**Why a walled dot with a central charge fills like helium inside a thin shell**

In this spherical dot (spin-polarised LDA) the first two electrons form a helium-like core and all later ones sit in a layer far from the centre. The core closure costs an addition energy near 1 hartree\*, ordinary charging of the layer about 0.1, and shell and spin structure adds only 0.02 to 0.04 on top. The peaks fall at $N=2$, 4, 7, 10, 15 and 20, and $N=6$ is a rearrangement.

Spherical dot with a hard wall at radius 11.4 bohr* and a central point charge of 2 e, from the radks radial solver with Libxc (spin-polarised Kohn-Sham, LDA-PW92, m-averaged shells, effective atomic units). Levels are numbered from 1 for each l, and the greedy filling can miss a lower state. Chemical potential is E(N)-E(N-1), addition energy E(N+1)+E(N-1)-2E(N).

| electrons | chemical potential (hartree*) | unpaired electrons | rms radius (bohr*) | highest eigenvalue (hartree*) | highest level | addition energy (hartree*) |
| --- | --- | --- | --- | --- | --- | --- |
| 1 | -1.942 | 1 | 0.8943 | -1.510 | 1s up | n/a |
| 2 | -0.8927 | 0 | 1.134 | -0.5703 | 1s up | 0.9363 |
| 3 | 0.04364 | 1 | 3.961 | 0.09171 | 2s up | 0.1139 |
| 4 | 0.1575 | 0 | 5.066 | 0.2086 | 2s up | 0.1260 |
| 5 | 0.2835 | 1 | 5.789 | 0.3349 | 1p up | 0.1001 |
| 6 | 0.3836 | 4 | 6.304 | 0.4326 | 1p up | 0.1099 |
| 7 | 0.4935 | 3 | 6.643 | 0.5430 | 2s down | 0.1188 |
| 8 | 0.6123 | 2 | 6.928 | 0.6623 | 1p down | 0.1002 |
| 9 | 0.7125 | 1 | 7.156 | 0.7629 | 1p down | 0.1009 |
| 10 | 0.8135 | 0 | 7.346 | 0.8640 | 1p up | 0.1338 |
| 11 | 0.9473 | 1 | 7.520 | 0.9970 | 1d up | 0.09960 |
| 12 | 1.047 | 2 | 7.667 | 1.097 | 1d up | 0.09977 |
| 13 | 1.147 | 3 | 7.794 | 1.197 | 1d up | 0.09983 |
| 14 | 1.246 | 4 | 7.905 | 1.296 | 1d up | 0.09983 |
| 15 | 1.346 | 5 | 8.003 | 1.396 | 1d up | 0.1194 |
| 16 | 1.466 | 4 | 8.091 | 1.515 | 1d down | 0.09827 |
| 17 | 1.564 | 3 | 8.169 | 1.613 | 1d down | 0.09846 |
| 18 | 1.662 | 2 | 8.241 | 1.712 | 1d down | 0.09857 |
| 19 | 1.761 | 1 | 8.306 | 1.810 | 1d down | 0.09862 |
| 20 | 1.860 | 0 | 8.366 | 1.909 | 1d up | 0.1393 |
| 21 | 1.999 | 1 | 8.425 | 2.048 | 1f up | 0.09793 |
| 22 | 2.097 | 2 | 8.480 | 2.146 | 1f up | 0.09795 |
| 23 | 2.195 | 3 | 8.530 | 2.244 | 1f up | 0.09796 |
| 24 | 2.293 | 4 | 8.577 | 2.342 | 1f up | n/a |

Here $N$ is the electron number, the chemical potential is $\mu(N)=E(N)-E(N-1)$, and the addition energy is $\mu(N+1)-\mu(N)$. Levels are counted by radial order, so 1p is the lowest p level. At the closed shells "up" is only a label.

**Core.** Two electrons neutralise the central charge, so $\mu$ jumps from $-0.8927$ to $+0.04364$ and the wall alone holds the third electron. The empty-sphere level $\pi^2/2R^2=0.0380$ for wall radius $R$ has about the right size. The jump in rms radius at $N=3$ is mainly this one distant electron entering the average. The core rows carry the LDA self-interaction: at $N=1$ Hartree and exchange-correlation energies should cancel but leave 0.057, nearly the whole distance of $\mu$ from the exact $-Z^2/2$.

**Layer and charging.** Repulsion drives the outer electrons outward: at $N=12$ the same calculation gives mean radii a little over 8 bohr\* for 2s, 1p and 1d, while 1s stays near 1. Adding charge to such a layer is charging a spherical capacitor, at a cost of order $1/r$. The plateau means lie 12 to 15 % above the wall value $1/R$ and below the inverse rms radius of the layer. Electrostatics argues for a value between the two, since spherical charge clouds interact through the larger of their two radii. Exchange-correlation and the outward shift of the charge already present lower the value further, so the plateau is not a purely electrostatic number.

**Model.** In a thin layer the radial motion is the same for all nodeless-in-the-layer levels, and they differ by the centrifugal energy of a rotor. With $n=N-2$ outer electrons and $M$ unpaired ones,

$$E=\tfrac12Un^2+\sum_i\frac{l_i(l_i+1)}{2r^2}-\tfrac14JM^2,\qquad r^2=\frac{N\,r_{\rm rms}^2(N)-2\,r_{\rm rms}^2(2)}{N-2}.$$

The second difference in $N$, taken with $r$ held at its value for the row, gives three rules. While $l$ stays fixed and $M$ runs one way, the addition energy is $U-J/2$. A step from $l$ to $l+1$ adds $(l+1)/r^2$, and a turn of $M$ at its maximum adds $JM$. Only $U=0.1017$ and $J=0.0039$ were fitted, to $N=7$–23, and the output below lists the residuals.

**Worked row.** At $N=20$, which was part of the fit, $r^2=(20\times8.366^2-2\times1.134^2)/18$ gives $r=8.81$ bohr\*. The step from d to f adds $3/r^2=0.0386$. The total is $0.1017-0.0020+0.0386=0.138$, against 0.1393 in the table.

**Shell peaks.** The rotor term has no fitted constant, and the peak excesses at $N=7$, 10 and 20 exceed it by 14, 13 and 6 %. A shortfall of this sign follows from $\langle r^{-2}\rangle>1/\langle r^2\rangle$ for a layer of finite thickness. The levels of an empty sphere give the same closures at 4, 10 and 20, but gaps too large at every step, and the fit error grows from 0.0016 to 0.0071 hartree\* rms. They would also put another s level before 1f, whereas the table fills 1f from $N=21$; levels with a radial node in the layer are costly, and 2p, standing in for the unlisted 3s, lies 0.133 above 1f at $N=12$.

**Spin peaks.** $N=15$ (1d⁵) is the Hund peak: the spin turns, and the next electron pays the exchange splitting, 0.0041 per unpaired electron. This row fixes $J$ almost alone, so its zero residual tests nothing. The check is the 1d splitting at $N=12$, 0.0046 per unpaired electron. $N=7$ has a half-filled 1p shell, yet $M$ runs 4, 3, 2 without turning, and the step is from 2s down to 1p down. Its excess of 0.0186 over $N=8$ lies between the s–p level gaps at $N=6$ and 12, which supports reading it as a level gap, although an exchange term of the form $n_\uparrow^{4/3}+n_\downarrow^{4/3}$ leaves this row less well described.

**Irregular rows.** At $N=6$ the outer configuration is 2s¹1p³: 2s down empties and two 1p up electrons enter, and 1p up (0.433) lies below 2s down (0.455). The layer makes the s–p gap small, so exchange can compete with it. A rough estimate puts both the promotion cost and the gain from flipping the spin at about 0.02, with the gain growing from $N=4$ to 6. That marks a close call and is no proof of the cause.

The model, not fitted to $N=3$–6, fails there by 0.012 rms, worst at $N=6$. Constant $J$ is one fault: the splitting per unpaired electron is 0.0107 at $N=6$, more than twice its value at $N=12$, and the quadratic form is poor at full polarisation. $N=3$ is a turn of $M$ at full polarisation. In the model its addition energy is $U+J/2$, while twice the eigenvalue offset, 0.0961, is roughly $U-J/2$; together they give $J$ near 0.018 and $U$ near 0.105, so stronger exchange explains more of the miss than a larger $U$. At $N=4$ the rotor probably underestimates the s–p gap, as it does at $N=6$, where $1/r^2$ falls short of the level gap of 0.0208. The same rough estimate keeps $N=4$ and 5 low-spin, with gains of 0.011 and 0.016 against a cost of at least 0.021, but the margin at $N=5$ is thin and the greedy filling does not prove it.

**What to do.** From $N=3$ the highest eigenvalue exceeds $\mu$ by 0.048 to 0.051. Janak's theorem makes $\mu$ roughly the eigenvalue at half occupation, so the offset is half the plateau value, and twice the mean offset is indeed 0.099. Subtract it, or use energy differences; in the core it reaches 0.43. Subtract the plateau before reading peaks, and check whether $l$ or $M$ changes at each one. Rerun $N=4$–6 with fixed alternative occupations before trusting them. The flatness within 1d and 1f partly reflects averaging over $m$, which removes multiplet structure, so differences of 0.0001 there carry no meaning. The spherical averaging also keeps the density from deforming or breaking symmetry, so open-shell energies, and with them the peak heights, could change without it; rerunning with other occupations does not test this.

Printed output of the fit:

```
energies hartree*, lengths bohr*; rounding of addition energies 0.00005 or less, of mu>1 0.0005
N=1: mu-(-Z^2/2)=0.058, Hartree+xc=0.057, rms hydrogenic 0.866 vs 0.8943
mu2-mu1=1.049; eps-mu: N=1 0.432, N=2 0.322; screened 1s^2 mu2=-0.848
N=3: empty-sphere s level 0.0380 vs mu 0.04364; its rms 6.06 vs outer rms 6.67
mean slope of mu, N=3-24: 0.1066; 1/R=0.0877
plateau N=8-9: 0.1006, inverse 9.95, outer rms 8.03, 1/rms 0.1245, ratio to 1/R 1.146
plateau N=11-14: 0.0998, inverse 10.02, outer rms 8.42, 1/rms 0.1188, ratio to 1/R 1.137
plateau N=16-19: 0.0985, inverse 10.15, outer rms 8.71, 1/rms 0.1148, ratio to 1/R 1.123
plateau N=21-23: 0.0979, inverse 10.21, outer rms 8.89, 1/rms 0.1125, ratio to 1/R 1.117
eps-mu N=3-24: min 0.0481 max 0.0514 mean 0.0496, twice mean 0.0992
rotor+M^2: U=0.1017 exch=0.0039; rms N7-23 0.0016 (worst N=10 -0.0043); N3-6 unfitted 0.0122
sphere+M^2: U=0.0980 exch=0.0048; rms N7-23 0.0071 (worst N=7 +0.0165); N3-6 unfitted 0.0352
rotor+n^4/3: U=0.1031 exch=0.0179; rms N7-23 0.0035 (worst N=7 -0.0087); N3-6 unfitted 0.0092
 N  M  r_out  table  level term | model-table: rotor+M^2  sphere+M^2  rotor+n^4/3
 3  1   6.67 0.1139 +0.0000 | -0.0103  -0.0135  -0.0108
 4  0   7.07 0.1260 +0.0200 | -0.0063  +0.0093  -0.0123
 5  1   7.42 0.1001 +0.0182 | +0.0059  +0.0210  -0.0023
 6  4   7.68 0.1099 -0.0339 | -0.0205  -0.0652  -0.0080
 7  3   7.83 0.1188 +0.0163 | -0.0028  +0.0165  -0.0087
 8  2   7.97 0.1002 +0.0000 | -0.0005  -0.0046  -0.0023
 9  1   8.09 0.1009 +0.0000 | -0.0012  -0.0053  -0.0017
10  0   8.19 0.1338 +0.0298 | -0.0043  +0.0119  -0.0041
11  1   8.30 0.0996 +0.0000 | +0.0001  -0.0040  +0.0007
12  2   8.38 0.0998 +0.0000 | -0.0001  -0.0042  +0.0009
13  3   8.46 0.0998 +0.0000 | -0.0001  -0.0042  +0.0010
14  4   8.53 0.0998 +0.0000 | -0.0001  -0.0042  +0.0012
15  5   8.59 0.1194 +0.0000 | +0.0000  -0.0000  -0.0070
16  4   8.64 0.0983 +0.0000 | +0.0014  -0.0027  +0.0021
17  3   8.69 0.0985 +0.0000 | +0.0012  -0.0028  +0.0022
18  2   8.73 0.0986 +0.0000 | +0.0011  -0.0030  +0.0023
19  1   8.77 0.0986 +0.0000 | +0.0011  -0.0030  +0.0024
20  0   8.81 0.1393 +0.0386 | -0.0010  +0.0164  +0.0006
21  1   8.85 0.0979 +0.0000 | +0.0018  -0.0023  +0.0034
22  2   8.89 0.0979 +0.0000 | +0.0017  -0.0023  +0.0035
23  3   8.92 0.0980 +0.0000 | +0.0017  -0.0023  +0.0036
peak excess over neighbours (N=7: over N=8) | rotor, sphere, level gap at N=6, at N=12
N=7: 0.0186 | 0.0163 0.0397 0.0208 0.0166; excess/rotor 1.14
N=10: 0.0335 | 0.0298 0.0501 0.0392 0.0320; excess/rotor 1.13
N=20: 0.0410 | 0.0386 0.0601 0.0516 0.0451; excess/rotor 1.06
N=15 excess 0.0204, per unpaired 0.0041; N=12 d splitting 0.0093, per unpaired 0.0046, x5 0.0232
N=6 splitting s 0.0428 p 0.0429, per unpaired 0.0107; s-to-p promotion cost 0.021
rough n^4/3 gain on flipping the 2s down spin: N=4 0.011, N=5 0.016, N=6 0.021
empty sphere: second s 0.152 vs f 0.188; N=12 run: 2p up - 1f up 0.133
```
